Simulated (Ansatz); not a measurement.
# EuGa2: energy against the spiral's wave vector — Ansatz, plane waves and PAW

Space group P6/mmm (No. 191), 3 atoms in the cell of the first input below: a = 4.287 Å, b = 4.287 Å, c = 4.642 Å, α = 90.00°, β = 90.00°, γ = 120.00°.

The volume is a measured one, shape and positions are a prototype's, taken without relaxation (pressure -3.2 GPa with this functional, without spin–orbit coupling). Functional: LDA+U (Eu 7 eV).

Each state is solved self-consistently from atoms in the crystal's own cell, by the generalised Bloch theorem and without spin–orbit coupling. One of the inputs (q = (0.500, 0.000, 0.000)); the others differ in the wave vector alone:

```yaml
crystal:
  lattice:
    - [4.2874114065, 0.0, 0.0]
    - [-2.1437057032, 3.7130071945, 0.0]
    - [0.0, 0.0, 4.6422464204]
  atoms:
    - { symbol: Eu, position: [0.0, 0.0, 0.0], spin: 7.66, spin_axis: [1.0, 0.0, 0.0] }
    - { symbol: Ga, position: [0.3333333333, 0.6666666667, 0.5] }
    - { symbol: Ga, position: [0.6666666667, 0.3333333333, 0.5] }
basis:
  ecutwfc: 420
  ecutrho_ratio: 4
kpoints:
  mp_grid: { grid: [8, 8, 6] }
hamiltonian:
  xc: lda
  hubbard: { sites: [{ species: Eu, l: f, u_eff: 7.0 }] }
scf:
  occupations: { method: gaussian, width: 0.05 }
  lower_state_search: "off"
output:
  forces: true
  stress: false
  eigenvalues: true
  populations: true
  hubbard: { sites: [{ species: Eu, l: f }] }
magnetization:
  noncollinear: true
  spin_orbit: false
  spin_spiral: { q: [0.5, 0.0, 0.0] }
```

```bash
ansatz run input.yaml --threads 4 --pin off --max-ram 9216MiB --backend cpu --events-out ev --progress --plain --runs-dir out
```

Time: 4.5 min on 4 threads of Intel(R) Xeon(R) 6975P-C (Granite Rapids), with other jobs on the host, peak memory 4.6 GiB.

Question: Rank these by energy, lowest first (extrapolated to zero smearing, counted from the spiral at q = 0, meV per cell).
A. q = (0.500, 0.000, 0.000)
B. q = (0.333, 0.333, 0.000)
C. q = (0.000, 0.000, 0.000)

Answer: C (0.00), A (5.76), B (8.38).

| order | meV per cell | largest spin moment, Gaussian weights (μB) |
| --- | --- | --- |
| q = (0.000, 0.000, 0.000) | 0.00 | 6.55 |
| q = (0.500, 0.000, 0.000) | 5.76 | 6.54 |
| q = (0.333, 0.333, 0.000) | 8.38 | 6.54 |

The spin moment changes by 0 % over these states. Differences under a few meV may lie within the mesh error, so those places of the ranking aren't settled. 6 further states did not converge in the time given: q = (0.000, 0.000, 0.500), q = (0.250, 0.000, 0.000), q = (0.167, 0.167, 0.000), q = (0.000, 0.000, 0.250), q = (0.125, 0.000, 0.000), q = (0.375, 0.000, 0.000).

Caveats: each run may end in a state that is not the lowest; filled bands differ between k-points; only the orders listed are compared, and the order found in nature may be another, or none; the ferromagnetic state is metallic at this level, and the k-mesh was not tested.

Among the three spirals compared, parallel alignment of the Eu moments within the hexagonal layers is lowest, which suggests net ferromagnetic in-plane exchange. The nearly constant moment fits divalent Eu with a half-filled 4f shell: the spins turn almost rigidly, so the energy differences reflect coupling between sites rather than loss of local moment. Direct 4f–4f overlap is negligible. The coupling probably runs through conduction states of Ga s,p and Eu 5d character, which the 4f spins polarise by intra-atomic exchange.

On a triangular lattice with ferromagnetic nearest-neighbour coupling alone, the stripe order at q = (0.500, 0.000, 0.000) would lie only slightly below the 120° order at q = (0.333, 0.333, 0.000). The calculated sequence is compatible with that picture, but the separation between these two is too small to establish competing longer-range exchange. Since all three spirals keep successive layers in phase, the results say nothing about the sign of the interlayer coupling, and ferromagnetic layers stacked antiparallel remain possible.
